# Splitting one squeezed beam: Simon criterion, logarithmic negativity and their limits

## Conventions and criterion

Quadratures $\xi=(x_1,p_1,x_2,p_2)$ obey $[x_j,p_k]=i\hbar\,\delta_{jk}$. The covariance matrix $\sigma_{jk}=\tfrac12\langle\{\Delta\xi_j,\Delta\xi_k\}\rangle$ has $2\times2$ blocks $A$, $B$ (local) and $C$ (correlations). With $\hbar=1$ and optical scaling the vacuum has $\sigma=\tfrac12\mathbb 1$.

The symplectic eigenvalues of $\sigma$ solve $\nu^4-(\det A+\det B+2\det C)\,\nu^2+\det\sigma=0$, and a physical state has both $\ge\tfrac12$. Transposing mode 2 in the position basis sends $p_2\to-p_2$. This flips the sign of $\det C$ and leaves the other three determinants alone. The smaller eigenvalue $\nu$ of the transposed matrix therefore obeys

$$2\nu^2=D-\sqrt{D^2-4\det\sigma},\qquad D=\det A+\det B-2\det C .$$

A two-mode Gaussian state is separable if and only if $\nu\ge\tfrac12$ (Simon, 2000). The two eigenvalues multiply to $\sqrt{\det\sigma}\ge\tfrac14$, so only the smaller can fall below $\tfrac12$. The logarithmic negativity (Vidal and Werner, 2002), the $\log_2$ of the trace norm of the partial transpose, is

$$E_N=\max\{0,-\log_2 2\nu\}\quad\text{in ebits.}$$

## Dimensional analysis

For dimensional $x$ and $p$, the determinants of $A$, $B$, $C$ and the sum $D$ carry (action)$^2$, $\det\sigma$ carries (action)$^4$, and $\nu$ is an action. The only dimensionless result is $2\nu/\hbar$. A local rescaling $x_j\to\lambda x_j$, $p_j\to p_j/\lambda$ or a fixed local phase changes none of the determinants. Frequency therefore enters only through groups such as $\hbar\omega/k_BT_{\rm env}$.

We use shot-noise units, $\gamma=2\sigma$ and $\mu=(2\nu)^2$, so $E_N=-\tfrac12\log_2\mu$ for $\mu<1$. The equation for $\mu$ is $\mu^2-D_\gamma\mu+\det\gamma=0$ with $D_\gamma=4D$.

## The state

The beam at the splitter has $\gamma_s=\mathrm{diag}(a,b)$ with $a\le b$ and $P=ab\ge1$. The open port has $N\mathbb 1$, with $N=2\bar n+1$. The splitter acts as $x_1=\sqrt T x_s+\sqrt R x_v$, $x_2=\sqrt T x_v-\sqrt R x_s$, likewise for $p$, with $R=1-T$. At 50:50 the blocks of $\gamma$ are

$$A=B=\tfrac12\,\mathrm{diag}(N+a,N+b),\qquad C=\tfrac12\,\mathrm{diag}(N-a,N-b).$$

Then $D_\gamma=\tfrac12[(N+a)(N+b)-(N-a)(N-b)]=N(a+b)$ and $\det\gamma=N^2ab$. The roots are $Na$ and $Nb$, so

$$\mu=Na,\qquad E_N=\max\{0,-\tfrac12\log_2 Na\}.$$

The antisqueezing $b$ drops out. For a vacuum port and squeezing $S=-10\log_{10}a$, $E_N=S/(20\log_{10}2)$: one ebit costs 6.02 dB.

## Squeezing and photon number

A pure beam has $a=e^{-2r}$, so $E_N=r/\ln2$, linear at all $r$. Two such beams, squeezed in orthogonal quadratures, give $\mu=e^{-4r}$ and twice as much. With mean photon number $n=\sinh^2r$,

- $n\ll1$: $E_N\ln2\simeq\sqrt n\,(1-n/6)$,
- $n\gg1$: $E_N\ln2\simeq\tfrac12\ln4n+1/(4n)$,

with the crossover at $n\sim1$.

## Equal loss

Efficiency $\eta$ gives $a=\eta e^{-2r}+1-\eta$ and $b=\eta e^{2r}+1-\eta$. With vacuum at every open port, equal loss in both arms is the same as this loss before the splitter. Since $a<1$ for every $\eta>0$ and $r>0$, loss alone never separates the beams.

- $r\ll1$: $E_N\ln2\simeq\eta r\,[1-(1-\eta)r]$.
- $e^{2r}\gg\eta/(1-\eta)$: $E_N\simeq-\tfrac12\log_2(1-\eta)-\dfrac{\eta\,e^{-2r}}{2\ln2\,(1-\eta)}$.

The crossover is $e^{2r}=\eta/(1-\eta)$. There $a=2(1-\eta)$, exactly half an ebit below the ceiling.

## Phase jitter

Let the squeezing axis jitter against both local oscillators in common, with Gaussian rms $\theta$. The averaged variance is $a'=a+s(b-a)$, with $s=\langle\sin^2\phi\rangle=\tfrac12(1-e^{-2\theta^2})\simeq\theta^2$. The averaged state is not Gaussian. The condition $a'<1$ still proves entanglement, but $-\tfrac12\log_2a'$ is the $E_N$ of the Gaussian state with the same covariance, written $E_N^G$.

Write $y=e^{2r}$, so $a'=1-\eta+\eta[(1-s)/y+sy]$. The minimum lies at $y=\sqrt{(1-s)/s}\simeq1/\theta$, where

$$a'_{\min}=1-\eta+2\eta\sqrt{s(1-s)}\simeq1-\eta+2\eta\theta .$$

The witness closes, $a'=1$, at $y=(1-s)/s$, twice the optimum in dB. Loss sets the best value for $\theta\ll(1-\eta)/2\eta$, and jitter sets it above that.

## Splitting ratio

Take $N=1$ and $\tau=4TR$. Expanding the blocks gives $D_\gamma=1+P+k$ with $k=\tau(1-a)(b-1)$, and $\det\gamma=P$. Hence

$$(\mu-1)(\mu-P)=k\mu .$$

For $a<1$ we have $b>1$ and $k>0$, so a root lies below 1 for every $\tau>0$. For $a\ge1$ the input is a classical mixture of coherent states, and so is the output.

**Near balance.** Put $\epsilon=1-\tau=(T-R)^2$. First-order variation about $\mu=a$ gives $\delta\mu/\mu=\epsilon(1-a)(b-1)/(b-a)<\epsilon$. The cost is quadratic in the imbalance.

**Weak tap, pure beam.** For $P=1$, $k=4\tau\sinh^2r$. Setting $\mu=e^{-2\rho}$ turns the equation into $\sinh\rho=\sqrt\tau\sinh r$, with $E_N=\rho/\ln2$. For $z=\sqrt\tau\sinh r\ll1$, $\rho\simeq z(1-z^2/6)$. For $z\gg1$, $\rho\simeq r+\tfrac12\ln\tau+e^{-2r}(1/\tau-1)$.

**Weak tap, mixed beam.** The discriminant is $(P-1)^2+2k(P+1)+k^2$. Its first two terms are equal at $k^*=(P-1)^2/[2(P+1)]$. For $k\ll k^*$,

$$E_N\simeq\frac{k}{2\ln2\,(P-1)}\left[1-\frac{k}{4k^*}\right],$$

linear in $\tau$. The $\sqrt\tau$ law of the pure beam needs $k^*\ll k\ll1$, a window that exists only for $P$ near 1.

## Unequal loss

At 50:50 with arm efficiencies $\eta_1,\eta_2$, the squeezed mode reaches the arms with amplitudes $\sqrt{\eta_1/2}$ and $\sqrt{\eta_2/2}$, and everything else is vacuum. This equals a loss $\bar\eta=(\eta_1+\eta_2)/2$ followed by a splitter with $T=\eta_1/(\eta_1+\eta_2)$. For $\eta_1=1$, $\eta_2=\eta$ and $r\to\infty$, $\mu\to\det\gamma/D_\gamma$ gives

$$\mu_\infty=\frac{1-\eta^2}{1+4\eta-\eta^2}.$$

As $\eta\to1$, $\mu_\infty\simeq(1-\eta)/2$: only the mean loss counts. For $\eta\ll\tfrac14$, $E_N\ln2\simeq2\eta(1-2\eta)$. The leading term is four times the ceiling $\eta/2$ of $E_N\ln 2$ for the same small $\eta$ in both arms.

## Thermal open port

At 50:50 the factor $N=\coth(\hbar\omega/2k_BT_{\rm env})$ costs $\tfrac12\log_2N$ ebits. Times $\ln2$, this is $\bar n(1-\bar n)$ for $\bar n\ll1$ and $\tfrac12\ln2\bar n+1/(4\bar n)$ for $\bar n\gg1$. The crossover is $\bar n\sim\tfrac12$, or $k_BT_{\rm env}\sim\hbar\omega$. This noise has a threshold: the beams are separable once $\bar n\ge(1/a-1)/2$. Here $a$ is the variance at the splitter, and the loss equivalences above assume vacuum ports.

## Numbers

The inputs are chosen examples: a pure source with $S_0=10\log_{10}e^{2r}$, $\eta=0.90$ and $\theta=20$ mrad, so $s=4.00\times10^{-4}$. The splitter is 50:50 with a vacuum port. Entries are in ebits.

| $S_0$ (dB) | $E_N$, ideal | $E_N$, loss | $E_N^G$, loss and jitter |
|---|---|---|---|
| 3 | 0.498 | 0.430 | 0.429 |
| 6 | 0.997 | 0.808 | 0.805 |
| 10 | 1.661 | 1.198 | 1.185 |
| 15 | 2.491 | 1.480 | 1.419 |
| 20 | 3.322 | 1.599 | 1.393 |

- **Loss.** The ceiling is 1.661 ebit. The crossover is at $S_0=9.54$ dB, where $E_N=1.161$. The small-$r$ form gives 0.433 at 3 dB and the large-$r$ form gives 1.596 at 20 dB.
- **Jitter.** The optimum is $S_0=17.0$ dB with $E_N^G=1.439$, and the witness closes at 34.0 dB. Jitter overtakes loss at $\theta\simeq56$ mrad. At 20 mrad it already adds 0.036 to the loss floor of $1-\eta$ in $a'_{\min}$, so it cannot be dropped near the optimum.
- **Ratio.** At $S_0=10$ dB with loss only, $a=0.190$ (7.21 dB squeezed), $b=9.10$ (9.59 dB antisqueezed) and $P=1.729$. A 55:45 splitter has $\epsilon=0.010$ and costs 0.0053 ebit, both to first order and exactly. The tap crossover is $k^*=0.0974$, or $\tau=0.0148$. A tap of 0.1 % has $k=0.0262$. The exact $E_N$ is 0.0244, the linear term gives 0.0259, and with its correction 0.0242. A tap of 1 % gives 0.175, less than ten times as much.
- **One lossy arm.** The ceiling is 0.937 ebit at $\eta=0.5$ and 0.245 ebit at $\eta=0.1$.
- **Temperature.** At 1064 nm and 300 K, $\hbar\omega/k_BT_{\rm env}=45.1$ and $\bar n=2.7\times10^{-20}$, which is negligible. At 5 GHz and 50 mK, $\bar n=0.0083$ costs 0.012 ebit. At 200 mK, $\bar n=0.43$ costs 0.45 ebit, and the beam must exceed 2.70 dB of squeezing to entangle at all. A beam with $a=0.190$ tolerates $\bar n<2.13$.